**Problem: layer splitting of the levels in bulk 2H-WS2, estimated by hand**

Bulk WS2 is a stack of S–W–S layers, two to a cell of height $c = 12.5$ Å, so neighbouring layers lie $d = c/2$ apart. The table comes from one closed-shell PBE run without spin-orbit coupling at an unrelaxed geometry, and its rows (level point 1 to 7) are points of the k mesh. Point a, b and c are the coordinates in units of the reciprocal cell vectors, and the last, written $c^*$, runs across the layers. Level under 1 to 4 count the filled levels down from the gap and level over 1 and 2 the empty ones up, so a column ranks levels by energy and does not follow one band. Row 1 is Γ, row 6 lies above it, row 5 is near K, and row 4 lies on the line from Γ to K near the conduction valley called Q.

Levels of bulk WS2 (P6_3/mmc, unrelaxed cell) at points of a 10×10×3 k mesh, in eV from the valence top, computed with DFTK 0.8.2 using PBE without spin polarisation or spin-orbit coupling. The run used dojo.nc.sr.pbe.v0_4_1.standard pseudopotentials, a plane-wave cutoff of 1006.82 eV and Fermi-Dirac smearing of 0.05 eV.

| point a (reciprocal cell vector) | point b (reciprocal cell vector) | point c (reciprocal cell vector) | level under 4 (eV) | level under 3 (eV) | level under 2 (eV) | level under 1 (eV) | level over 1 (eV) | level over 2 (eV) |
| --- | --- | --- | --- | --- | --- | --- | --- | --- |
| 0.0000 | 0.0000 | 0.0000 | -2.264 | -1.574 | -1.088 | 0.000 | 2.245 | 2.245 |
| 0.2000 | 0.0000 | 0.0000 | -2.410 | -1.629 | -1.277 | -1.092 | 1.433 | 1.911 |
| 0.3000 | 0.0000 | 0.0000 | -2.390 | -2.119 | -1.858 | -1.656 | 1.525 | 1.825 |
| 0.2000 | 0.2000 | 0.0000 | -2.183 | -2.144 | -1.507 | -1.488 | 1.123 | 1.976 |
| 0.3000 | 0.3000 | 0.0000 | -2.960 | -2.736 | -0.880 | -0.723 | 1.362 | 1.383 |
| 0.0000 | 0.0000 | 0.3333 | -2.275 | -2.275 | -0.549 | -0.132 | 2.242 | 2.242 |
| -0.5000 | 0.0000 | 0.3333 | -1.978 | -1.898 | -1.617 | -1.538 | 2.212 | 2.231 |

**(a) Derive how a level of one layer splits in the stack, predict the top two valence levels of row 6 from row 1 alone, and explain the error.**

**Solution.** With the layers pulled far apart, each level $E_0$ of a layer occurs twice per cell and does not depend on $c^*$. Now let an electron hop to either neighbouring layer with matrix element $t$. Bloch's theorem for a chain gives $E = E_0 + 2t\cos\varphi$, with $\varphi$ the phase from one layer to the next. A cell of two layers folds the chain, so that $\varphi = \pi c^*$ and $\varphi = \pi(1-c^*)$ fall on the same k point:

$$E_\pm = E_0 \pm \tfrac12 W\cos(\pi c^*), \qquad W = 4|t|.$$

The pair is split by the full $W$ in the plane $c^* = 0$ and closes at the zone face $c^* = 1/2$, while its centre stays fixed. Taking the top two valence levels of row 1 as such a pair gives $W = 1.088$ eV and a centre at $-0.544$ eV. Row 6 has $c^* = 1/3$, where the cosine is one half, and it enters neither constant:

$$E_\pm = -0.544 \pm \tfrac12(1.088)(0.5) = -0.272,\ -0.816\ \text{eV}.$$

The table has $-0.132$ and $-0.549$ eV. The pair does close up, the top falling and its partner rising, but the predicted splitting is 30 % larger than the computed 0.417 eV. Both computed levels lie above the prediction, the lower one by about twice as much as the upper. The centre has therefore risen by 0.2 eV, which nearest-layer hopping of a single level does not allow for.

The same two rows hold a control. The lowest conduction level moves by 0.003 eV between them and level under 4 by 0.011 eV, against 0.539 eV for level under 2. The numbers thus show that $W$ belongs to the level and not to the crystal. The standard explanation is orbital shape: the valence top at Γ is built of W $d_{z^2}$ and S $p_z$, whose lobes reach into the space between layers, whereas the two still levels are read as symmetry doublets of orbitals that do not overlap head-on across it.

For the rising centre, symmetry offers an argument. Each layer has a mirror plane through tungsten, and at $c^* = 0$ states even and odd under it stay unmixed, whereas at row 6 they mix with a strength that goes as $\sin\varphi$, the same for both members. An odd sulfur $p_z$ band below the pair would push both members up, the nearer lower one more, as found. Level under 3 of row 1, at $-1.574$ eV, behaves as such a band would: row 6 has no level near it, so it has dropped by at least 0.7 eV. That it is this band, and that level under 2 is the true partner of the top level, remains a guess until orbital projections test it. With level under 3 as the partner the bare cosine would predict a splitting of 0.787 eV, further from the computed one, but this does not settle the pairing: once the two bands mix, either order of the two levels is expected to be able to reach row 6.

**(b) Reduce the result to a rule with two constants, and use it for the conduction pair of row 4 and for the indirect gap.**

**Solution.** The two limits of orbital shape suggest two classes. Valleys with amplitude pointing out of the layer, by established assignment the valence top at Γ and the conduction valley near Q, take a large $W$, and all others take a small one. The large value is the mean of three pairs (top valence in rows 1 and 6, conduction in row 4), 0.925 eV. The small value is the median of the other 14 pairs of neighbouring levels, 0.172 eV. Rounded, the rule reads

$$\text{splitting} \approx W\cos(\pi c^*), \qquad W \approx 0.9\ \text{eV (Γ valence, Q conduction)},\quad 0.2\ \text{eV (elsewhere)}.$$

Row 4 has $c^* = 0$, so the rule splits its conduction pair by 0.9 eV, against $1.976 - 1.123 = 0.853$ eV in the table. This pair was one of the three in the mean, so the agreement shows only that Q resembles Γ in size of coupling. The pairing itself is assumed from rank. Should the true partner be a higher level, $W$ at Q would be larger still, so the table's value is a lower bound and the class assignment survives.

Stacking pushes the valence top up by half its $W$ and the conduction bottom down by half its own. With $D$ the distance between the two pair centres, which stands for the uncoupled layers,

$$E_g = D - \tfrac12(W_v + W_c) \approx 2.094 - 0.9 = 1.194\ \text{eV}.$$

The gap on the mesh, from row 1 to row 4, is 1.123 eV, so the estimate is high by 0.07 eV, or 6 % of that gap. Since $D$ was read from the same rows, this error measures no more than the rounding-down of two $W$ values to a common constant. What the exercise teaches is the division: in the model, roughly 1 eV of a 2 eV separation is removed by stacking, about half from each band edge if the pairs are those assumed from rank. Both figures are PBE level differences, which usually fall short of quasiparticle gaps.

The same arithmetic explains the order of the conduction valleys. The lowest level of row 4 lies 0.239 eV below that of row 5, yet the centre of its pair lies 0.177 eV above. In the limit of uncoupled layers the point near K would be the lower of the two, and the large splitting alone brings the Q point under it. Reading a pair centre as a single-layer level is an argument from the model, and part (a) showed that a centre can wander by 0.2 eV.

For a thin channel the chain is finite. Standing waves on $N$ layers have $\varphi = \pi/(N+1)$ at the band edge, so each large valley is displaced by $\tfrac12 W\cos[\pi/(N+1)]$, which is zero for one layer, 0.23 eV for two, 0.32 eV for three and 0.45 eV in bulk. The steps are largest at the thin end, while the weakly split K valleys move far less. This follows from the model and no film calculation tests it here; the mixing of part (a) is expected to make the first step of the Γ edge larger than the cosine gives. On the conduction side the model moves the minimum toward K in a single layer, as is known. On the valence side it falls short: the Γ centre lies 0.257 eV above that of row 5, more than the rough shift of 0.13 to 0.22 eV from row 5 to K, so these centres alone do not give the known direct gap of a single layer, which spin-orbit coupling at K helps to produce.

**(c) How accurate is the rule over the table, and where does its range end?**

**Solution.** Over all 17 pairs, every one of which entered the constants, the root-mean-square error of the splitting is 0.18 eV and the median error 0.07 eV; the printed output lists them pair by pair. One mean splitting for all pairs, without the cosine, gives 0.31 eV; part of the gain over it is built in, since the large class was chosen with the splittings in view, and it costs a second constant and prior knowledge of the valleys. The large class holds to within 0.2 eV, its worst member being row 1. Four pairs were left out, three as symmetry doublets and the lower two levels of row 1 as not being partners, and for these the rule gives 0.10 to 0.20 eV where the doublets have zero, and 0.20 eV against 0.690 eV in row 1.

The small class is an order of magnitude and no more, its $W$ running from 0.02 to 0.78 eV. The two largest errors are both in row 2, where the lower valence pair and the conduction pair are split far more than the rule allows, and three pairs in rows 4 and 5 are split by under 0.04 eV. Neighbours in rank need not be layer partners, and interleaved bands are a possible but untested cause of this scatter. A model with one $W$ multiplied by the phase sum over the three sulfur neighbours in the next layer does better on those two pairs of row 2. It misses the conduction pair of row 4 by 0.5 eV, however, and is poorer overall.

The cosine is poorer for the shape of the top band than for the width of the pair. Expanding it at Γ gives the hole mass across the layers,

$$m = \frac{\hbar^2}{2|t|d^2} = \frac{7.62}{2(0.272)(6.25)^2}\,m_e = 0.36\,m_e,$$

with $\hbar^2/m_e = 7.62$ eV Å$^2$. A parabola through row 6 gives $0.81\,m_e$, itself crude because that point lies far from Γ. Between Γ and row 6 the top band falls by 0.132 eV where the cosine has 0.272 eV, so the rule should not be used for transport across layers. The cosine was tested on this one pair only, since row 7 has no counterpart at $c^* = 0$ to compare with.

Near K two limits bite together. A mesh in tenths passes K by, and row 5 lies 0.132 Å$^{-1}$ from it, so the direct gap on the mesh of 2.085 eV is an upper bound and not the K gap. Rough recalled masses of 0.3 to 0.5 $m_e$ lower the conduction level at K to between 1.14 and 1.23 eV, still above row 4, and the true Q minimum can only lie at or below row 4. Both point to Q as the lower valley in the bulk, but the margin rests on recalled masses and this mesh does not fix it.

Spin-orbit coupling, left out of the run, ends the range of the rule for the valence levels there. The separation of 0.157 eV in row 5 is not a spin-orbit splitting. With the coupling the top valence levels at K part by roughly 0.4 eV, a recalled size well above the small $W$, and the upper one rises toward the Γ top. The large $W$ has its own condition: it is an overlap across the space between layers, which falls steeply with distance, so the constant holds for this layer spacing, which is somewhat wider than the measured one as recalled, and must be reset for a strained or differently stacked film.

The analysis program printed:

```
rounding of a level difference: 0.001 eV; all energies in eV
W large: mean 0.925, used 0.9; W small: median 0.172, used 0.2, range 0.019 to 0.781
row pair class | splitting | W | rule, error | geometric model (W 0.639), error
1 top   large | 1.088 | 1.088 | 0.900 -0.188 | 0.639 -0.449
2 lower small | 0.781 | 0.781 | 0.200 -0.581 | 0.532 -0.249
2 top   small | 0.185 | 0.185 | 0.200 +0.015 | 0.532 +0.347
2 cond  small | 0.478 | 0.478 | 0.200 -0.278 | 0.532 +0.054
3 lower small | 0.271 | 0.271 | 0.200 -0.071 | 0.413 +0.142
3 top   small | 0.202 | 0.202 | 0.200 -0.002 | 0.413 +0.211
3 cond  small | 0.300 | 0.300 | 0.200 -0.100 | 0.413 +0.113
4 lower small | 0.039 | 0.039 | 0.200 +0.161 | 0.345 +0.306
4 top   small | 0.019 | 0.019 | 0.200 +0.181 | 0.345 +0.326
4 cond  large | 0.853 | 0.853 | 0.900 +0.047 | 0.345 -0.508
5 lower small | 0.224 | 0.224 | 0.200 -0.024 | 0.081 -0.143
5 top   small | 0.157 | 0.157 | 0.200 +0.043 | 0.081 -0.076
5 cond  small | 0.021 | 0.021 | 0.200 +0.179 | 0.081 +0.060
6 top   large | 0.417 | 0.834 | 0.450 +0.033 | 0.320 -0.097
7 lower small | 0.080 | 0.160 | 0.100 +0.020 | 0.107 +0.027
7 top   small | 0.079 | 0.158 | 0.100 +0.021 | 0.107 +0.028
7 cond  small | 0.019 | 0.038 | 0.100 +0.081 | 0.107 +0.088
left out (table/rule): row 1 lower 0.690/0.20, row 6 lower 0.000/0.10, row 1 cond 0.000/0.20, row 6 cond 0.000/0.10
17 pairs rms: rule 0.183, geometric 0.239, one constant 0.312; rule median abs error 0.071
worst: row 2 lower -0.581, row 2 cond -0.278, row 1 top -0.188
row 6 from row 1: t 0.272; splitting 0.544 vs 0.417 (+30 %), ratio 0.500 vs 0.383
  levels -0.272, -0.816 vs -0.132, -0.549; centre -0.544 to -0.341 (+0.204)
  with third level of row 1 as partner: splitting 0.787 vs 0.417
shifts row 1 to 6: top -0.132, second +0.539, valence doublet -0.011, conduction -0.003
  third level of row 1 falls by at least 0.701
two harmonics: E0 -0.408 t1 0.259 t2 -0.068; errors -0.025 +0.051 -0.051 +0.025
  level at A (not sampled): one harmonic -0.544, two -0.273
hole mass across layers (m_e): cosine 0.36, parabola through row 6 0.81
pair centres: valence row 1 -0.544, row 5 -0.801; conduction row 4 1.550, row 5 1.373
conduction row 4 minus row 5: lowest levels -0.239, centres +0.177
gap row 1 to 4: centres 2.094 minus 0.9 = 1.194 vs 1.123 (+0.071); direct row 5 2.085, its centres 2.174
model edge shift per large valley, N = 1, 2, 3, bulk: 0.00 0.23 0.32 0.45
row 5 lies 0.132 1/angstrom from K
  rough recalled mass 0.3: shift 0.22, K conduction 1.14, K valence -0.50, K gap 1.64
  rough recalled mass 0.5: shift 0.13, K conduction 1.23, K valence -0.59, K gap 1.82
```
